Question

In the calculation below, copper near its resting volume answers each per cent of volume change with a pressure of about 1.7 GPa. The table follows the crystal from slight compression into strong, even tension, calculated with the PBEsol density functional. Volume is given per atom; positive pressure means that the cell is squeezed, negative pressure that it is held open and pulls inwards.

Ansatz 0.2.0 calculations for fcc copper at fixed volumes, without spin polarisation, using PBEsol, scalar-relativistic frozen-core PAW (set soft_2) and a plane-wave cutoff of 420 eV. The k mesh is 17×17×17 for the one-atom cell, with Fermi-Dirac smearing of 0.03 eV; pressure is positive in compression.

```
volume (Å³/atom)  shortest distance (Å)  pressure (GPa)
          11.102                  2.504           3.146
          11.338                  2.522          -0.552
          11.574                  2.539          -3.811
          11.692                  2.548          -5.295
          11.810                  2.556          -6.686
          11.928                  2.565          -7.995
          12.047                  2.573          -9.221
          12.283                  2.590               ?
          12.519                  2.606               ?
```

Predict the two missing pressures, each with an error bar. Say whether equal steps of expansion cost equal amounts of tension, and why.

Model answer

The steps become cheaper. Between the first two rows the pressure falls by 15.7 GPa for each Å³ of added volume; between the last two known rows it falls by only about 10. The slope weakens at every step between, so a straight line drawn through the last points would predict too much tension.

The reason lies in two opposing contributions to the pressure. Electrons squeezed into less room gain kinetic energy and push outwards, as do filled shells that overlap. The attraction between electrons and ions pulls inwards. Repulsion is the steeper function of volume, and the stiffness of the crystal comes mainly from that steepness. As the atoms move apart the repulsion fades first, and the crystal softens.

One part of this can be seen in the calculated bands. From the first to the last known row, the depth of the occupied sp band, measured from its bottom to the Fermi level, shrinks by 6.6%. Free electrons given the same extra room would lose 5.3%. The depth therefore shrinks in the direction that the electron-gas picture expects, and somewhat faster. It is a sign of the kinetic part rather than a measure of it, because the sp band mixes with the d bands that lie within its range.

How fast the crystal softens depends on how steep the forces are. Let the pressure be a repulsion that varies as V^(−m) less an attraction that varies as V^(−n), where V is the volume. At the resting volume, the bulk modulus (the resistance to a change of volume) then changes by m + n GPa for each GPa of pressure. For a bare electron gas m = 5/3 and n = 4/3, which gives 3.

Copper does not fit that picture. With its two strengths adjusted to the seven known rows by least squares, the electron-gas law still misses them by 0.10 GPa (root mean square), more than a hundred times the scatter about the better curve below. That curve gives a change of 5.0 instead of 3. Two sources of the extra steepness are plausible: the overlap of filled d shells, which dies away quickly with distance, and the exclusion of the conduction electrons from the ion cores. The table does not separate their shares.

For the forecast I use a form that leaves the steepness free. The energy is written as a cubic polynomial in V^(−2/3), a quantity that varies as the inverse square of the distance between atoms. Pressure is minus the slope of energy against volume, so differentiation gives

P = r^(−5/3) (c₀ + c₁w + c₂w²), with w = r^(−2/3) − 1.

Here P is the pressure and r the volume divided by 11.810 Å³. This is the third-order Birch-Murnaghan equation. Least squares on the seven known rows gives c₀ = −6.687, c₁ = 219.1 and c₂ = 168.8 GPa.

The first missing row has r = 1.040 and took no part in the fit. This gives w = −0.0258, and the bracket becomes

−6.687 − 5.653 + 0.112 = −12.228 GPa.

Multiplied by r^(−5/3) = 0.9367, it yields −11.45 GPa. The same steps with r = 1.060 give the second forecast.

At 12.283 Å³: −11.45 ± 0.03 GPa.
At 12.519 Å³: −13.42 ± 0.06 GPa.

Tension still grows, but each equal step of volume adds less than the one before, and no maximum of tension is reached.

The bars are a judgement. The known rows scatter about the curve by only about 0.001 GPa, so the choice of curve matters more. The Vinet equation, which also has three constants and lets the forces decay exponentially, gives a tension 0.02 GPa smaller at the larger volume. The bars cover that difference and widen with distance from the known rows.

The computed values

The withheld rows as computed:

```
volume (Å³/atom)  shortest distance (Å)  pressure (GPa)
          12.283                  2.590         -11.451
          12.519                  2.606         -13.405
```

Both forecasts hold. The first is off by 0.003 GPa and the second by 0.014 GPa, each on the side of too much tension. From 11.810 Å³ onwards, three nearly equal steps of volume add 2.54, 2.23 and 1.95 GPa of tension, so the softening continues and no maximum appears.

Remarks on the reasoning

The success rests on smoothness. The known rows are one and the same metal, with no change in the filling of its bands, and the new pressures continue their curve without a break. The Vinet equation misses by similar amounts on the other side, so the computed points lie between the two forms. These rows therefore do not decide which is the better law for stretched copper.

The electron-gas law fails where its missing steepness said it would. It overstates the tension by 0.42 GPa at the first new volume and by 0.78 GPa at the second. A candidate who chose it for its simple physics should have been warned by the known rows. Within the model of two powers the lesson is general: for a given form of the attraction, the steeper the repulsion, the more the bulk modulus falls for each GPa of tension near the resting volume.

A good answer also asks what zero pressure means here. The fitted curve crosses zero at 11.30 Å³, whereas real copper at room temperature rests close to 11.810 Å³, where the table has −6.7 GPa. That tension is no stress in real metal. It reflects the short copper lattice that PBEsol gives, together with the thermal and zero-point expansion that the calculation omits. The atomic data sets were also made for a different functional, PBE, which may shift the pressures by an amount not tested here. Strain should therefore be counted from the calculation's own resting volume.

Counted in that way, the curve has a bulk modulus of 169 GPa at rest. This value belongs to the short lattice. At 11.810 Å³, where real copper rests, the rows on either side give only about 135 GPa, so 169 GPa is expected to be too stiff for the real metal. A tension of 0.3 GPa lowers the resting value by 5.0 × 0.3 = 1.5 GPa, or about 0.9%, so a stress model for such small loads may keep the modulus constant, at a value measured at the working temperature.

At larger loads that shortcut fails. With the modulus held at 169 GPa, the tension at a volume V is 169 × ln(V/11.30) GPa, with V in Å³. At 11.574 Å³ this gives 4.05 GPa, about 6% too much. At 12.519 Å³ it gives about 17 GPa, more than a quarter too much. For copper under even tension the rule is to keep the modulus fixed for tenths of a GPa, and to let it fall by about 5 GPa for each GPa of tension once the load reaches several GPa.
